Silica looks like the easiest possible case for a coarse k mesh. It has a wide gap, no Fermi surface and electrons held tightly in Si–O bonds and oxygen lone pairs, so a single k point at Γ should nearly do, and more points should bring slow polish. The r2SCAN results for this six-atom cell contradict both halves of that picture. Γ alone is badly wrong, and the next mesh removes almost all of the error at once.

Calculated values. Ansatz 0.2.0, r2SCAN without spin polarisation, PAW potentials (set soft_2) and a 500 eV plane-wave cutoff, for a fixed six-atom cell of SiO2 (space group I-42d). All k meshes are Γ-centred, the reference mesh is 12x12x12, and the occupations use Gaussian smearing of 0.02 eV. Pressure is positive in compression.

| k mesh | energy less reference (meV per atom) | pressure less reference (GPa) | largest force change (eV/Å) | pressure (GPa) |
| --- | --- | --- | --- | --- |
| 1x1x1 | 213.76 | 0.639 | 1.177 | -0.680 |
| 2x2x2 | 2.16 | -0.025 | 0.000 | -1.344 |
| 4x4x4 | 0.00 | 0.000 | 0.000 | -1.319 |
| 6x6x6 | 0.00 | 0.001 | 0.000 | -1.318 |
| 8x8x8 | 0.00 | 0.000 | 0.000 | -1.319 |
| 10x10x10 | 0.00 | 0.000 | 0.000 | -1.319 |

Each error is the value on the given mesh less the value on the 12x12x12 mesh, with the atoms held fixed. The rows to follow are 1x1x1, which is Γ alone, 2x2x2 and 4x4x4. The energy is too high by 214 meV per atom in the first, by 2.16 meV per atom in the second, and agrees to the printed digits in the third.

**The same insulator in every row**

The bad first row is not a different electronic state. Sixteen bands are filled on every mesh, and the gap at Γ is 6.65 eV with Γ alone against 6.70 eV on the reference mesh. Both band edges lie at Γ, a point that every one of these meshes contains, so the small shift comes from a changed electron density and not from a missed band edge. A sensible gap is therefore no sign of a sensible energy: the gap needs two levels at one point, while the energy needs an average over all points.

**What a mesh can and cannot see**

The wave vector k fixes the phase with which an orbital repeats from one cell to the next. At Γ all cells are in phase. Let S(k) be the sum of the filled band energies at k, and R a translation from one cell to another. Because S repeats in k space and has the same value at k and −k, it is a sum of cosines, one for each translation:

S(k) = S₀ + Σ S_R cos(k·R)

The true average is S₀. A Γ-centred mesh with N points along each direction averages most cosines to zero, but a cosine whose translation is N times a lattice vector equals 1 at every mesh point and stays in the result:

mesh average − S₀ = Σ S_NR, summed over all R except zero

The coefficient S_R adds up the couplings of the localised filled orbitals, each to its own copy a translation R away. With Γ alone every such coupling enters at full strength, starting with copies 4.75 Å apart. Every cosine stands at its crest there, and only coefficients of opposite sign can cancel. That is why Γ is a special point and not a typical one. The 2x2x2 mesh leaves only couplings from 9.5 Å outwards, and the 4x4x4 mesh only those from 19 Å.

In an insulator the filled orbitals can be chosen so that they fade exponentially with distance, and their couplings fade likewise. Each step to a finer mesh therefore removes the largest terms that were left. The argument holds at a fixed potential; the density also readjusts to the mesh, which alters the size of the error.

**The cosine made visible**

The levels listed for the 8x8x8 run let us look at this function directly. In the usual picture of silica the upper eight valence bands are mainly oxygen lone pairs, two for each of the four oxygen atoms. At the listed points they do lie apart from the bands below, which that picture calls bonding. Along one line from Γ to the zone boundary their summed energy falls by 1.46 eV, and it has covered 53% of that fall at the halfway point. A single cosine would have covered half.

Now average along this line with few points. A pure cosine lies above its mean at Γ by half the total fall, which is 0.73 eV; the listed levels give 0.75 eV. Two points, one at Γ and one at the boundary, catch the crest and the trough, and the error drops to 0.02 eV. With four points it is below the rounding of the levels. A second line, in another direction, behaves in the same way.

This shows the mechanism at work but does not account for the whole energy error. On the first line the summed energy of the two listed bonding bands rises by about 1.1 eV while that of the lone-pair bands falls, so these two sets of bands partly offset each other. The six lowest bands are not listed, and the total can't be rebuilt from these levels.

**How fast is fast?**

From 1x1x1 to 2x2x2 the energy error falls by a factor of 213.76/2.16 ≈ 99. Two simple laws can be drawn through these two rows. In an exponential law each added point per direction divides the error by 99, and 4x4x4 lies two points further on, so it should be off by 2.16/99² ≈ 0.0002 meV per atom. In a power law each doubling of the mesh divides the error by 99, which gives 2.16/99 ≈ 0.02 meV per atom.

The 4x4x4 row took no part in either law and can judge between them. Its error, to one more digit than the table prints, is 0.002 meV per atom in size, ten times smaller than the power law demands. The exponential law survives, but its rate remains untested, because the predicted error is smaller than the numerical scatter of about 0.003 meV per atom among the finer meshes. The 0.001 GPa in the 6x6x6 row comes from rounding. With more digits the pressure there is off by only 0.0004 GPa, less than the 0.0006 GPa by which the 4x4x4 row is off, and no trend can be read from either. The output after this text gives both estimates and the line averages.

**Why force and pressure keep their own time**

The force tells a more drastic story. Symmetry leaves each bridging oxygen one free direction, sideways to the line between its two silicon neighbours. The converged force along it is 0.19 eV/Å, whereas Γ alone gives 0.98 eV/Å in the opposite direction. A relaxation started with Γ alone would first push the oxygen atoms the wrong way.

At 2x2x2 the force is already right to about 0.0001 eV/Å, although the energy is still off by 2.16 meV per atom. The two facts are compatible because a force is a slope. An energy error that hardly changes as the oxygen moves shifts the energy curve up without tilting it. Whether the error is flat over a range of positions or only near this one can't be read from a single geometry.

The pressure is an average over three directions, and here the average hides much of the error. With Γ alone the stress is off by +1.26 GPa along each of the two equal axes and by −0.60 GPa along the third, so the pressure error of 0.64 GPa is what remains after partial cancellation. At 2x2x2 the in-plane error has all but gone, while −0.07 GPa remains along the third axis. This leftover explains why the pressure error changes sign between the two rows. Why the third axis settles more slowly these results don't reveal.

The pressure itself settles at −1.32 GPa, and no finer mesh will bring it to zero. It means that this fixed cell is under tension at this level of theory. The steady force on the oxygen atoms likewise shows that they are not at rest. Both call for relaxing the structure, not for more k points.

**Carrying the result to another cell**

What counts is the distance over which the crystal is forced to repeat its phase, not the number of k points as such. Doubling this cell along all three edges gives 48 atoms, and Γ alone in that larger cell samples the same states as the 2x2x2 mesh does here. It would carry the same 2.16 meV per atom, or 48 × 2.16 ≈ 104 meV for the whole cell. That matters if a total energy is compared with one from a cell of another size or shape.

For a neighbouring insulator, the first things to look at are the shortest lattice translation and the gap. In a skewed cell, as here, that translation can be shorter than any edge. A longer one pushes the surviving couplings further out, while a smaller gap usually lets them reach further. In a metal the filled states end abruptly at the Fermi surface, the function to be averaged is no longer smooth, and this rapid convergence is lost.

For the present cell 4x4x4 is enough for all three quantities. If only the force on the oxygen atoms is wanted at this geometry, 2x2x2 already serves, but a converged force is no proof that energy and stress have converged too.

Printed output of the fit:

```
Finer errors against 12x12x12:
       row  shortest repeat (angstrom)  energy error (meV/atom)  in-plane stress error (GPa)  axial stress error (GPa)  force on one O (eV/angstrom)
     1x1x1                       4.748                    213.8                        1.256                   -0.5977                        0.9842
     2x2x2                       9.496                    2.163                     -0.00372                  -0.07002                       -0.1926
     4x4x4                       18.99                   -0.002                      -0.0004                 -0.000852                       -0.1926
     6x6x6                       28.49                    0.003                      0.00037                  0.000583                       -0.1926
     8x8x8                       37.98                   -0.001                       -7e-05                 -0.000169                       -0.1926
  10x10x10                       47.48                        0                       -1e-05                 -0.000119                       -0.1926
Energy error of the Gamma-only mesh per 6-atom cell (eV): 1.283
Factor by which the energy error falls from 1x1x1 to 2x2x2: 98.96
Exponential through the first two rows, error expected at 4x4x4 (meV/atom): 0.0002206
Power law through the first two rows, its exponent: 6.629
Power law, error expected at 4x4x4 (meV/atom): 0.02183
Factor by which the pressure error falls from 1x1x1 to 2x2x2: 25.56
Factor by which the axial stress error falls from 1x1x1 to 2x2x2: 8.536
Gap at Gamma, 12x12x12 less 1x1x1 (eV): 0.04708
Line A, fall of the eight-band sum from Gamma to the end of the line (eV): 1.464
Line B, fall of the eight-band sum from Gamma to the end of the line (eV): 1.296
Line A, share of the fall reached halfway along the line (single cosine gives 0.5): 0.5287
Line B, share of the fall reached halfway along the line (single cosine gives 0.5): 0.5131
Line A, error of the mean with one point, against eight points (eV): 0.7532
Line A, error of the mean with two points (eV): 0.02125
Line A, error of the mean with four points (eV, below rounding of levels if under 0.004): 0.00025
Line B, error of the mean with one point, against eight points (eV): 0.6565
Line B, error of the mean with two points (eV): 0.0085
Line B, error of the mean with four points (eV, below rounding of levels if under 0.004): -7.105e-15
Line A, rise of the two listed bonding bands from Gamma to the end of the line (eV): 1.068
```
